At first sight, a cheap level of theory should describe a bond well at its normal length and go wrong only when the bond is pulled. Then PBE would be safe for the structure and the vibration of an O-H group, and CCSD(T) would be needed only far out. The scan below, which changes the O-H bond of the closed-shell molecule HO-Ge-Cl and holds all else fixed, shows otherwise. The error that looks large in the stretched bond is already at work at the minimum, as a small and nearly constant error in the force.

Rigid scan of the O-H bond in gas-phase HO-Ge-Cl, computed with Ansatz 0.2.0 in the def2-TZVPP basis, with all else fixed at the PBE0-D4/def2-TZVP minimum. Energies at each level are relative to the energy of that minimum structure (O-H 0.963 Å) at the same level. CCSD(T) and MP2 use frozen cores, with the Ge 3d electrons correlated.

```
stretch (Å)  CCSD(T) (eV)  PBE-D4 (eV)  B3LYP-D4 (eV)  HF (eV)  MP2 (eV)  PBE-D4 less CCSD(T) (eV)  T1 diagnostic
      0.790         1.184        1.269          1.187    0.998     1.204                     0.084          0.013
      0.831         0.618        0.684          0.623    0.473     0.633                     0.066          0.014
      0.890         0.163        0.200          0.166    0.080     0.170                     0.037          0.014
      0.960         0.000        0.002          0.000   -0.004     0.001                     0.002          0.014
      1.037         0.119        0.082          0.114    0.206     0.113                    -0.038          0.014
      1.120         0.448        0.368          0.436    0.638     0.438                    -0.079          0.015
      1.208         0.913        0.789          0.892    1.217     0.903                    -0.124          0.015
      1.300         1.449        1.278          1.417    1.878     1.444                    -0.171          0.016
      1.397         2.017        1.806          1.984    2.585     2.023                    -0.211          0.017
```

**The compressed bond, 0.790 to 0.890 Å.** With CCSD(T) as the yardstick, PBE-D4 makes compression too costly and HF makes it too cheap. At 0.790 Å the PBE-D4 energy is 0.084 eV too high, while HF gives 0.998 eV instead of 1.184 eV. The bond is not stretched in these rows, so the errors need another origin than a bond about to break.

**The minimum, 0.960 Å.** All levels agree in this row because all energies are counted from one common structure with a bond of 0.963 Å. The agreement is a matter of bookkeeping and no sign of accuracy. What distinguishes the levels here is the slope with which their errors pass through zero, and that slope appears in the rows on either side.

**The neighbours of the minimum, 0.890 and 1.037 Å.** Between these two rows the PBE-D4 error goes from +0.037 to −0.038 eV. Divided by the distance of 0.147 Å, this is a slope of about −0.51 eV/Å. PBE thus adds a weak, steady push outwards to the restoring force of CCSD(T). For HF the slope is +1.16 eV/Å, a pull inwards more than twice as strong.

The effect on the bond length follows in two steps. Let $d$ be the displacement from the minimum, $k$ the force constant of the bond and $g$ the slope of the error. The energy near the minimum is then

$$E(d) \approx \tfrac{1}{2}kd^2 + gd,$$

and it is lowest at $d=-g/k$. A Morse curve fitted to all nine CCSD(T) energies gives $k$ = 52 eV/Å², so PBE lengthens the bond by $0.51/52 \approx 0.010$ Å. HF shortens it by about 0.02 Å. The same push would move a bond half as stiff twice as far.

A shift of a hundredth of an ångström seems harmless, but the vibration feels it. A bond curve flattens outwards, so a bond that rests at a longer distance also vibrates more slowly. With O-H treated as a diatomic, moving to the PBE length on the CCSD(T) curve itself lowers the harmonic wavenumber by about 130 cm⁻¹, from roughly 3900 cm⁻¹. The Morse curve fitted to the PBE-D4 energies gives a lowering of about 140 cm⁻¹, so nearly all of PBE's softness comes from its longer bond. For HF the wrong length likewise accounts for most of the excess in wavenumber, though not for all of it.

**The stretched bond, 1.120 to 1.397 Å.** The outer rows test the constant slope, which was taken from the two inner rows alone. At 1.397 Å the bond is 0.434 Å longer than at the minimum, and the slope predicts a PBE-D4 error of $-0.51 \times 0.434 \approx -0.22$ eV. The table has −0.211 eV. For HF the prediction is 0.50 eV and the computed error 0.57 eV, so the inward pull of HF grows somewhat with distance. The printed analysis after the text gives these estimates together with the Morse fits.

The cause of the HF error is electron correlation. Electrons lower their energy by avoiding each other; in the bond, for instance, one stays nearer to oxygen while the other is nearer to hydrogen. The total gain increases as the bond lengthens, and HF, in which each electron feels only the average of the others, misses it. Its curve therefore rises too steeply on stretching and too gently on compression. MP2 adds the avoidance in its simplest form, and at 1.397 Å that lowers the relative energy by $2.585-2.023=0.562$ eV, almost the whole error of HF. The bond pair does not act alone. From 0.790 Å to the minimum the MP2 correlation energy grows in size by 0.21 eV, and 0.06 eV of this comes from pairs of electrons with equal spin. The two electrons of the bond have opposite spins, so other electrons, probably the lone pairs of oxygen, must take part.

PBE errs in the opposite direction. A plausible explanation, not tested here, is that its exchange energy, built from the local density and its gradient, imitates this avoidance and overdoes it as the bond lengthens. B3LYP replaces part of that exchange by the exact exchange of HF, so two opposite errors can offset each other. The small B3LYP-D4 errors fit this picture, but the two functionals differ in other parts as well, so the comparison does not isolate the exchange.

How far CCSD(T) can serve as the yardstick matters most at this end. The restricted HF solution, on which both CCSD(T) and MP2 are built, passed its stability tests in every row from 0.790 to 1.300 Å. At 1.397 Å it is unstable towards a triplet: a determinant that gives electrons of opposite spin different orbitals would have a lower energy. The T1 diagnostic, another alarm for a poor starting determinant, stays silent there, for its value of 0.017 is still below the warning limit of 0.02. The CCSD(T) energy of the last row is therefore the least certain one. The argument does not hang on it: at 1.300 Å the constant slope predicts a PBE-D4 error of −0.17 eV, the table has −0.171 eV, and MP2 again removes practically the whole error of HF. The scan stops well before the bond breaks, where methods built on a single restricted determinant, like those used here, do fail, but the instability in its last row is a first sign of that failure.

**Choosing a level.** For energies along the stretch, let the target be 1 kcal/mol, or 0.043 eV. PBE-D4 meets it only within about 0.085 Å of the minimum, which in the table means from 0.890 to 1.037 Å. Measured against CCSD(T), which is less certain in the last row, B3LYP-D4 and MP2 meet it in every row, with largest deviations of 0.033 and 0.020 eV. Their order should not be taken as a ranking, since the two deviations are only 0.013 eV apart, and a larger basis could change them by as much.

For the O-H length, PBE is adequate if 0.01 Å is tolerable; the scan says nothing about the Ge-O and Ge-Cl bonds. Placing this bond at the PBE length costs only about 0.003 eV on the CCSD(T) curve, because the energy is flat at its minimum. A PBE length followed by a single CCSD(T) energy is therefore a sound combination for this bond. For the harmonic O-H wavenumber PBE is the wrong economy, whereas B3LYP, with a bond only about 0.001 Å too long, should avoid most of the shift. A comparison with a measured band can hide the fault of PBE, because anharmonicity lowers the real band as well.

The formal cost shows where to save. The work of CCSD(T) grows with the seventh power of the size of the molecule, so doubling the size multiplies it by 128. For MP2, with the fifth power, the factor is $2^5=32$, and for the two density functionals it is smaller still. Along this stretch, the step from PBE to B3LYP removes most of the error at a modest price. The step to CCSD(T) pays when a few hundredths of an electronvolt decide the question, provided that the basis is large enough for such accuracy.

The analysis program printed:

```
fit of ccsd_t on 9 rows: constant 5.312 +/- 0.017, coefficient of exp(-s*d) -10.66 +/- 0.04, coefficient of exp(-2*s*d) 5.342 +/- 0.022, s 2.213; rms 0.00516, worst 0.831 0.0071, leave-one-out rms 0.0145
fit of pbe_d4 on 9 rows: constant 4.831 +/- 0.018, coefficient of exp(-s*d) -9.924 +/- 0.043, coefficient of exp(-2*s*d) 5.09 +/- 0.023, s 2.237; rms 0.00561, worst 1.3 0.00799, leave-one-out rms 0.0158
fit of hf on 9 rows: constant 6.983 +/- 0.027, coefficient of exp(-s*d) -13.47 +/- 0.064, coefficient of exp(-2*s*d) 6.478 +/- 0.035, s 2.075; rms 0.00742, worst 1.3 0.00941, leave-one-out rms 0.0216
slope of the PBE-D4 error at the minimum, eV/A: -0.5102
slope of the HF error at the minimum, eV/A: 1.156
PBE-D4 error predicted at the longest bond, eV: -0.2212
HF error predicted at the longest bond, eV: 0.5013
HF error computed at the longest bond, eV: 0.568
largest B3LYP-D4 deviation from CCSD(T), eV: 0.033
largest MP2 deviation from CCSD(T), eV: 0.02
CCSD(T) force constant, eV/A^2: 52.04
PBE-D4 bond length change from slope over force constant, A: 0.009804
PBE-D4 bond length change from its own Morse curve, A: 0.01024
HF bond length change from slope over force constant, A: -0.02222
HF bond length change from its own Morse curve, A: -0.01974
B3LYP-D4 bond length change from slope over force constant, A: 0.001046
MP2 bond length change from slope over force constant, A: 0.001699
CCSD(T) harmonic O-H wavenumber, cm^-1: 3864
PBE-D4 wavenumber less CCSD(T), own curves, cm^-1: -136.3
change on the CCSD(T) curve moved to the PBE-D4 length, cm^-1: -130.1
HF wavenumber less CCSD(T), own curves, cm^-1: 294
change on the CCSD(T) curve moved to the HF length, cm^-1: 257.8
energy cost of using the PBE-D4 length, eV: 0.002729
energy cost of using the HF length, eV: 0.01014
triples part of the CCSD(T) relative energy at the shortest bond, eV: 0.02696
displacement at which the PBE-D4 error reaches 1 kcal/mol, A: 0.08499
formal cost factor of CCSD(T) for a molecule twice as large: 128
```
